**Excitation products, triples and perturbative shortcuts in AlBH₅**

The table holds total-energy errors of 19 wavefunction levels for the AlBH₅ radical at one fixed geometry, relative to UCCSDT(Q) in the same cc-pVDZ basis with frozen cores. The program fits an equal-pair model to the CISD and RCCSD rows and tests it on the +Q step of MRCISD, which it underestimates by about 9 % in the renormalised form and 17 % in the plain form. It also fits one common reduction factor, about 48, to the steps from Hartree–Fock to CCSD and on to CCSDT; the CCSDT rows deviate from it by up to 6 %. MP2 and (T) each catch about 78 % of the doubles and triples contributions that they estimate. The CASSCF gain is nearly additive over pairs, while the NEVPT2 errors stay close to that of MP2 for both active spaces.

Calculated values. Total energies of AlBH₅ (neutral doublet) from Ansatz 0.2.0 with the cc-pVDZ basis and frozen cores, relative to UCCSDT(Q), at one geometry built from rigid PBE0/def2-TZVP fragments. R and U denote restricted and unrestricted orbitals. The active spaces hold 3 electrons in 3 orbitals (pair) and 9 electrons in 9 orbitals (frontier).

## Numerical check

```python
# Table: total-energy errors (meV) of 19 levels against UCCSDT(Q)/cc-pVDZ, frozen core, Ansatz 0.2.0,
# AlBH5 doublet at one point of a rigid H-transfer scan. Tested: geometric fall with excitation rank,
# share caught by perturbative steps, equal-pair model of CISD and +Q, additivity of CASSCF pairs, NEVPT2.
T = {
    'row_level': ['RHF', 'UHF', 'RMP2', 'UMP2', 'CISD', 'RCCSD', 'UCCSD', 'RCCSD(T)', 'UCCSD(T)', 'BCCD(T)', 'RCCSDT', 'UCCSDT', 'RCCSDT(Q)', 'CASSCF pair', 'NEVPT2 pair', 'MRCISD pair', 'MRCISD+Q pair', 'CASSCF frontier', 'NEVPT2 frontier'],
    'row_error': [5560.5, 5508.7, 1322.7, 1320.6, 524.3, 116.9, 115.8, 28.0, 28.0, 28.0, 2.6, 2.3, 0.3, 5154.1, 1331.6, 469.0, 18.4, 3942.7, 1310.3],  # meV
}
import numpy as np
E = dict(zip(T['row_level'], T['row_error']))
# further outputs of the same runs (typed): S^2, MP2 parts, (Q), BCCD and RCCSD parts, ROHF levels, in eV
s2, ss, osp, sing, qU = 0.75755, -0.42569, -3.784708, -0.027365, -0.0022371
ccB, tB, ccR, tR = -5.441611, -0.090849, -5.443605, -0.088896
occ = np.array([-19.25763, -14.63835, -14.05392, -13.19435, -11.37694])
print("table rounding 0.05 meV (%.1f %% of UCCSDT, %.2f %% of UCCSD(T))" % (5/E['UCCSDT'], 5/E['UCCSD(T)']))
print("share of RHF error removed (%):")
keys = [k for k in T['row_level'] if k != 'RHF']
for i in range(0, len(keys), 5):
    print("  " + ", ".join("%s %.2f" % (k, 100*(1-E[k]/E['RHF'])) for k in keys[i:i+5]))
print("1. rank ladder E_k = E_HF q^k, one q for R and U")
q = np.exp(sum(k*np.log(E[p+n]/E[p+'HF']) for p in 'RU' for k, n in ((1, 'CCSD'), (2, 'CCSDT')))/10)
print("  fitted 1/q = %.1f" % (1/q))
for p in 'RU':
    print("  %s ratios HF/CCSD %.1f, CCSD/CCSDT %.1f" % (p, E[p+'HF']/E[p+'CCSD'], E[p+'CCSD']/E[p+'CCSDT']))
    for k, n in ((1, 'CCSD'), (2, 'CCSDT')):
        m = E[p+'HF']*q**k
        print("  %s model %.2f table %.1f meV, off by %+.1f %%" % (p+n, m, E[p+n], 100*(m/E[p+n]-1)))
print("2. share of a rank caught by its perturbative estimate")
fs = []
for p in 'RU':
    for a, b, c in (('HF', 'MP2', 'CCSD'), ('CCSD', 'CCSD(T)', 'CCSDT')):
        fs.append((E[p+a]-E[p+b])/(E[p+a]-E[p+c]))
        print("  %s: %.1f of %.1f meV = %.1f %%, left %.1f meV" % (p+b, E[p+a]-E[p+b], E[p+a]-E[p+c], 100*fs[-1], E[p+b]-E[p+c]))
f = np.mean(fs); miss = -1000*qU*(1/f-1)
print("  mean %.1f %%, spread %.1f points; opposite-spin part of RMP2 %.1f %%" % (100*f, 100*np.ptp(fs), 100*osp/(ss+osp+sing)))
print("  if (Q) = %.2f meV caught the same share: %.1f meV missed, UCCSD/UCCSDT ratio %.0f" % (1000*qU, miss, (E['UCCSD']+miss)/(E['UCCSDT']+miss)))
print("3. equal-pair model, D fitted to CISD against RCCSD")
ci, cc = (E['RHF']-E['CISD'])/1000, (E['RHF']-E['RCCSD'])/1000
mr = (E['CASSCF pair']-E['MRCISD pair'])/1000; dq = E['MRCISD pair']-E['MRCISD+Q pair']
print("  CISD - RCCSD %.1f meV, CISD/RCCSD correlation %.4f, CISD - MRCISD %.1f meV" % (E['CISD']-E['RCCSD'], ci/cc, E['CISD']-E['MRCISD pair']))
for N in (5, 5.5, 6):
    r = ci/cc; D = (r*ci-cc/N)/(1-r); w = mr/(D+mr)
    a, b = 1000*mr*w/(1+w), 1000*mr*w
    print("  N %.1f: D %.1f eV, +Q plain %.0f (%+.0f %%), renormalised %.0f (%+.0f %%) meV" % (N, D, a, 100*(a/dq-1), b, 100*(b/dq-1)))
    if N == 5.5:
        print("    D/2 above mean filled level (%.1f eV) is %.1f eV; CISD 1-c0^2 = %.3f" % (occ.mean(), occ.mean()+D/2, ci/(D+2*ci)))
print("  table +Q step %.1f meV = %.4f of MRCISD gain %.1f meV" % (dq, dq/mr/1000, 1000*mr))
print("  step needed to reach RCCSD %.1f; +Q ends %.1f below RCCSD, %.1f below RCCSD(T) meV" % (E['MRCISD pair']-E['RCCSD'], E['RCCSD']-E['MRCISD+Q pair'], E['RCCSD(T)']-E['MRCISD+Q pair']))
print("4. CASSCF gain over RHF")
g1, g4 = E['RHF']-E['CASSCF pair'], E['RHF']-E['CASSCF frontier']
print("  (3,3) %.1f meV, 1 pair; (9,9) %.1f meV, %.1f per pair; 4 x (3,3) = %.1f, off by %+.1f %%" % (g1, g4, g4/4, 4*g1, 100*(4*g1/g4-1)))
print("5. NEVPT2: fixed share of remainder (as RMP2) or same residual as RMP2")
s = 1-E['RMP2']/E['RHF']
for n in ('pair', 'frontier'):
    c, v = E['CASSCF '+n], E['NEVPT2 '+n]
    print("  %s: share %.1f %% (RMP2 %.1f); fixed share gives %.0f (%+.0f), same residual %+.1f meV" % (n, 100*(1-v/c), 100*s, c*(1-s), c*(1-s)-v, E['RMP2']-v))
print("  frontier below pair: CASSCF %.1f, NEVPT2 %.1f meV" % (g4-g1, E['NEVPT2 pair']-E['NEVPT2 frontier']))
print("6. R minus U (meV)")
gap = {n: E['R'+n]-E['U'+n] for n in ('HF', 'MP2', 'CCSD', 'CCSD(T)', 'CCSDT')}
print("  " + ", ".join("%s %.1f" % kv for kv in gap.items()) + ", CCSDT(Q) %.1f" % E['RCCSDT(Q)'])
print("  quartet weight in UHF (S^2-0.75)/3 = %.4f; ROHF MP2 singles %.1f meV = %.0f %% of HF gap" % ((s2-0.75)/3, 1000*sing, -1e5*sing/gap['HF']))
print("  BCCD minus RCCSD: cluster %+.2f, (T) %+.2f, sum %+.2f meV" % (1000*(ccB-ccR), 1000*(tB-tR), 1000*(ccB+tB-ccR-tR)))
for p in 'RU':
    assert E[p+'HF'] > E[p+'MP2'] > E['CISD'] > E[p+'CCSD'] > E[p+'CCSD(T)'] > E[p+'CCSDT'] > 0
assert all(0.7 < x < 0.85 for x in fs)
assert gap['HF'] > 10*max(abs(v) for k, v in gap.items() if k != 'HF')
assert abs(4*g1/g4-1) < 0.05
```

Output:

```
table rounding 0.05 meV (2.2 % of UCCSDT, 0.18 % of UCCSD(T))
share of RHF error removed (%):
  UHF 0.93, RMP2 76.21, UMP2 76.25, CISD 90.57, RCCSD 97.90
  UCCSD 97.92, RCCSD(T) 99.50, UCCSD(T) 99.50, BCCD(T) 99.50, RCCSDT 99.95
  UCCSDT 99.96, RCCSDT(Q) 99.99, CASSCF pair 7.31, NEVPT2 pair 76.05, MRCISD pair 91.57
  MRCISD+Q pair 99.67, CASSCF frontier 29.09, NEVPT2 frontier 76.44
1. rank ladder E_k = E_HF q^k, one q for R and U
  fitted 1/q = 47.6
  R ratios HF/CCSD 47.6, CCSD/CCSDT 45.0
  RCCSD model 116.88 table 116.9 meV, off by -0.0 %
  RCCSDT model 2.46 table 2.6 meV, off by -5.5 %
  U ratios HF/CCSD 47.6, CCSD/CCSDT 50.3
  UCCSD model 115.80 table 115.8 meV, off by -0.0 %
  UCCSDT model 2.43 table 2.3 meV, off by +5.8 %
2. share of a rank caught by its perturbative estimate
  RMP2: 4237.8 of 5443.6 meV = 77.8 %, left 1205.8 meV
  RCCSD(T): 88.9 of 114.3 meV = 77.8 %, left 25.4 meV
  UMP2: 4188.1 of 5392.9 meV = 77.7 %, left 1204.8 meV
  UCCSD(T): 87.8 of 113.5 meV = 77.4 %, left 25.7 meV
  mean 77.7 %, spread 0.5 points; opposite-spin part of RMP2 89.3 %
  if (Q) = -2.24 meV caught the same share: 0.6 meV missed, UCCSD/UCCSDT ratio 40
3. equal-pair model, D fitted to CISD against RCCSD
  CISD - RCCSD 407.4 meV, CISD/RCCSD correlation 0.9252, CISD - MRCISD 55.3 meV
  N 5.0: D 47.7 eV, +Q plain 385 (-15 %), renormalised 419 (-7 %) meV
  N 5.5: D 49.0 eV, +Q plain 376 (-17 %), renormalised 409 (-9 %) meV
    D/2 above mean filled level (-14.5 eV) is 10.0 eV; CISD 1-c0^2 = 0.085
  N 6.0: D 50.1 eV, +Q plain 369 (-18 %), renormalised 400 (-11 %) meV
  table +Q step 450.6 meV = 0.0962 of MRCISD gain 4685.1 meV
  step needed to reach RCCSD 352.1; +Q ends 98.5 below RCCSD, 9.6 below RCCSD(T) meV
4. CASSCF gain over RHF
  (3,3) 406.4 meV, 1 pair; (9,9) 1617.8 meV, 404.5 per pair; 4 x (3,3) = 1625.6, off by +0.5 %
5. NEVPT2: fixed share of remainder (as RMP2) or same residual as RMP2
  pair: share 74.2 % (RMP2 76.2); fixed share gives 1226 (-106), same residual -8.9 meV
  frontier: share 66.8 % (RMP2 76.2); fixed share gives 938 (-372), same residual +12.4 meV
  frontier below pair: CASSCF 1211.4, NEVPT2 21.3 meV
6. R minus U (meV)
  HF 51.8, MP2 2.1, CCSD 1.1, CCSD(T) 0.0, CCSDT 0.3, CCSDT(Q) 0.3
  quartet weight in UHF (S^2-0.75)/3 = 0.0025; ROHF MP2 singles -27.4 meV = 53 % of HF gap
  BCCD minus RCCSD: cluster +1.99, (T) -1.95, sum +0.04 meV
```
